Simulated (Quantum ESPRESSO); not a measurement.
# Moments and magnetic energies of ferromagnetic Ni₃Pt under biaxial strain, from PBEsol with z held

A thin magnetic layer grown on a substrate takes over the substrate's in-plane length, and in a weak ferromagnet this changes both the moment and the energy that stabilises it. The brief, set here in round numbers, is a Ni₃Pt layer with a magnetisation of at least 400 kA/m and a magnetic energy gain of at least 20 meV per Ni atom, at an in-plane stretch of no more than 4%. Among the cells that pass, the least strained is preferred.

Strain is counted from the cubic cell with a 3.625 Å edge. The gain is the energy of the run without spin polarisation less that of the ferromagnetic run, so a positive value favours magnetism. It measures how firmly the moment is held and is not an estimate of the Curie temperature.

## Set-up

One system, Ni3Pt (Cu3Au-type, Pm-3m), 4 atom(s) a primitive cell, from cells of the Materials Project database (relaxed there by DFT). Quantum ESPRESSO 7.5, plane waves with GBRV 1.5 PBEsol pseudopotentials, cutoff 544 eV, Fermi-Dirac smearing of 0.14 eV, k meshes whose coarsest spacing along a reciprocal vector is 0.22 to 0.23 1/Å over all runs (2π included). Functional: PBEsol, no Hubbard U; collinear spins, no spin-orbit coupling. Atoms stay at fixed fractions of the cell and the mesh divisions are held. In the given cell the shortest lattice vector along z is 3.625 Å long and the shortest in the xy plane 3.625 Å. At each point the moments on Ni are started parallel and opposed (signs ++-), and at each point but 1.06 there is also a run without spin polarisation. Runs that did not converge or carry a known fault are not listed. The same in all rows: metal or insulator in the run from the parallel start, judged by its smearing entropy or density of states at the Fermi energy (a gap under a few smearing widths counts as a metal): metal.

Notes on method and selection:

- Each state is what a run reaches from typed starting moments; only a few collinear orders were started, so the lowest found need not be the ground state. Spin-orbit coupling is left out of these energies, which are free energies at the smearing width. A magnetic atom is one that was given a starting moment.
- Site moments count the spin inside each program's own atomic sphere, so they depend somewhat on its radius and leave out the spin between the spheres.
- A cell is blank where the run behind it was not made, did not finish or is not comparable with the others.
- Quantum ESPRESSO sets the radius of an element's spheres to about 0.41 of its shortest distance to a neighbour, so it changes from cell to cell and the site moment with it.
- A measured moment is set beside the table only where the run ends ferromagnetic and the measured order is ferromagnetic too.
- Runs that did not converge, have known faults or may not be shown are not listed, and runs on Ansatz's PAW sets soft_1 and soft_2 are kept to separate tables.

Columns:

- biaxial strain: factor on the x and y lengths of the cell, z held.
- moment (μB): largest site spin moment reached from the parallel start.
- moment, opposed (μB): largest site spin moment reached from the opposed start.
- gain, opposed (meV): energy of the run without spin polarisation less that of the run from the opposed start, per magnetic atom.
- magnetic distance (Å): shortest distance between magnetic atoms.
- net moment (μB): net spin moment of that run per magnetic atom.
- magnetic energy gain (meV): energy of the run without spin polarisation less that of the parallel start, per magnetic atom (positive: magnetism is favoured).

Input lines of one member:

```
&SYSTEM
  ecutwfc = 40
  ecutrho = 280
  nbnd = 46
  occupations = 'smearing'
  smearing = 'fd'
  degauss = 0.00999582
  nspin = 2
  starting_magnetization(1) = 0.0556
  starting_magnetization(2) = 0
/
&ELECTRONS
  conv_thr = 8d-09
  mixing_beta = 0.3
/
K_POINTS automatic
8 8 8 0 0 0
```

Command (options for logging and memory left out): `pw.x -in pw.in`

## Computed values

```
member  biaxial strain  moment (μB)  moment, opposed (μB)  gain, opposed (meV)  magnetic distance (Å)  net moment (μB)  magnetic energy gain (meV)
0.94    0.94            0.501        0.500                 4.86                 2.409                  0.532            4.9
0.96    0.96            0.571        0.571                 9.01                 2.460                  0.614            9.0
0.98    0.98            0.626        0.626                 13.74                2.512                  0.680            13.7
1       1.00            0.671        0.000                 −0.03                2.563                  0.734            18.8
1.02    1.02            0.721        –                     –                    2.589                  0.779            23.9
1.04    1.04            0.760        –                     –                    2.615                  0.815            28.9
1.06    1.06            0.790        –                     –                    2.641                  0.845            –
```

## Reading the trend

Stretching the plane strengthens the ferromagnetism. From 0.94 to 1.06 the net moment per Ni atom, which includes the induced moment on Pt, rises from 0.532 to 0.845 μB. Its steps shrink steadily, from 0.082 μB at the compressed end to 0.030 μB at the stretched end. The gain climbs almost evenly, by (28.9 − 4.9) / 10 = 2.4 meV per percent of strain between 0.94 and 1.04.

Near the cubic cell this is an effect of volume. By symmetry, a change of shape at fixed volume cannot alter the net moment or the gain to first order there. With z held, 1% of biaxial strain adds about 2% of volume. A larger volume weakens the overlap of the d orbitals, narrows the d band and raises the density of states at the Fermi energy, which favours spin polarisation (the Stoner mechanism). The smearing entropy of the unpolarised runs, which follows that density of states, does rise with each stretch.

Moment and gain are tied together by a Landau expansion, E(m) − E(0) = −A m²/2 + B m⁴/4. At its minimum the gain is B m⁴/4. If strain acts mainly on A, the gain divided by m⁴ should stay nearly constant, and it does: it drifts only from 61 to 66 meV/μB⁴ while the gain itself grows sixfold. The rule

gain ≈ 64 × m⁴ (meV, with m the net moment in μB)

misses the six known gains by 0.3 meV on average, against a mean scatter of 7.3 meV about their average.

## Outliers

In net moment and in gain, the runs from the parallel start follow smooth lines. The apparent break at 1.00 in the opposed columns is a change of final state. Under compression the opposed starts turned ferromagnetic and merely repeat the parallel results, while in the cubic cell the moments vanished, so that the −0.03 meV there is numerical noise about zero. None of these values is the energy of an antiparallel order. For the stretched cells the opposed runs are left out.

The gain at 1.06 is blank for want of an unpolarised run. The fourth-power rule puts it at 64 × 0.845⁴ = 33 meV.

The magnetic distance has a kink at the cubic cell that the net moment lacks. Below 1.00 the shortest Ni–Ni contact lies in the plane, above it out of the plane, and the latter lengthens only half as fast. The largest site moment has a slight break there too: its steps shrink up to the cubic cell, then go from 0.671 − 0.626 = 0.045 to 0.721 − 0.671 = 0.050 μB. The column changes site at that point. Under compression the largest moment sits on Ni in the layers without Pt, under stretch on Ni in the layers shared with Pt, and each site taken alone varies smoothly.

## Selection

The magnetisation is M = 3 m μB / V, with three Ni atoms per cell, μB = 9.274 × 10⁻²⁴ J/T and V = 3.625³ × s² Å³, where s is the strain factor. The cubic cell has 3.625³ = 47.63 Å³. At 1.02 the volume is 3.625³ × 1.02² = 49.56 Å³ and M = 3 × 0.779 × 9274 / 49.56 = 437 kA/m.

From 0.94 to 1.06 the rows give roughly 350, 390, 410, 430, 440, 440 and 440 kA/m. The last three hardly differ, because the volume by then grows about as fast as the moment.

The magnetisation limit removes 0.94 and 0.96. The gain limit removes 0.98 (13.7 meV) and the cubic cell (18.8 meV), and the stretch limit removes 1.06. **The pick is 1.02**, with 23.9 meV and an in-plane length of 1.02 × 3.625 = 3.70 Å. The runner-up is 1.04, with 28.9 meV.

Semi-local functionals such as PBEsol tend to overestimate the moments of weak itinerant ferromagnets, since they leave out spin fluctuations. Ni₃Pt is a ferromagnet in experiment too, but no measured moment stands beside the table, so the size of this error is untested here and may well exceed 10%. If it is taken as 10%, and if it acts on the gain as strain does, it lowers the pick to 0.9 × 437 = 393 kA/m and, by the fourth-power rule, to 0.9⁴ × 23.9 = 15.7 meV. The runner-up falls to 0.9 × 440 = 396 kA/m and 0.9⁴ × 28.9 = 19.0 meV, so neither cell is safe against an error of that size. Nor is any other: the highest magnetisation in the table is about 440 kA/m, and 400 / 440 = 0.91, so an overestimate of more than about 9% puts every cell below the magnetisation limit. An error of 5% would reverse the order: the pick drops to 0.95⁴ × 23.9 = 19.5 meV and fails, while the runner-up keeps 0.95⁴ × 28.9 = 23.5 meV and passes.

Relaxation along z acts in the same direction. The stretched cells are under tension along z, so a film with a free surface would contract and lose volume. The cubic cell is already under tension too, so strain counted from PBEsol's own equilibrium would be larger than the values used here. If the gain follows the volume, the pick falls to 20 meV after a contraction of (23.9 − 20) / (23.9 − 18.8) × (49.56 − 47.63) / 49.56 = 0.03, or 3%, which the calculated tension makes plausible, though no relaxed cell is in the table. The runner-up can bear about 7%. The choice of 1.02 therefore applies to the cell with z held and to PBEsol's moments taken at face value. A relaxed film, or one with the smaller moments to be expected in reality, may miss the brief.

## Summary

Between 0.94 and 1.06, with z held, in-plane stretch raises the moment of ferromagnetic Ni₃Pt, and up to 1.04 the gain follows the fourth power of that moment. The magnetisation levels off near 440 kA/m, so little above the limit of 400 kA/m that a PBEsol overestimate of about a tenth would leave no cell that meets the brief.

Two effects outside the table rival its spread. The smearing corresponds to electrons at roughly 1600 K, and its entropy favours the unpolarised state. A smaller width would raise the gains by an amount of the same order as the gains themselves. That could lift the cubic cell over the 20 meV limit and make it the preferred one, so the pick of 1.02 holds only for this smearing, and only if PBEsol's moments are taken as they stand. Thermal disorder of the moments, also absent, lowers the magnetisation of a working device and removes it entirely at the Curie temperature.

[Logs are printed without paths, hosts, clocks, repeated set-up lines and the standing remarks that a program may print on its own settings, such as how far it seeks lower states.]
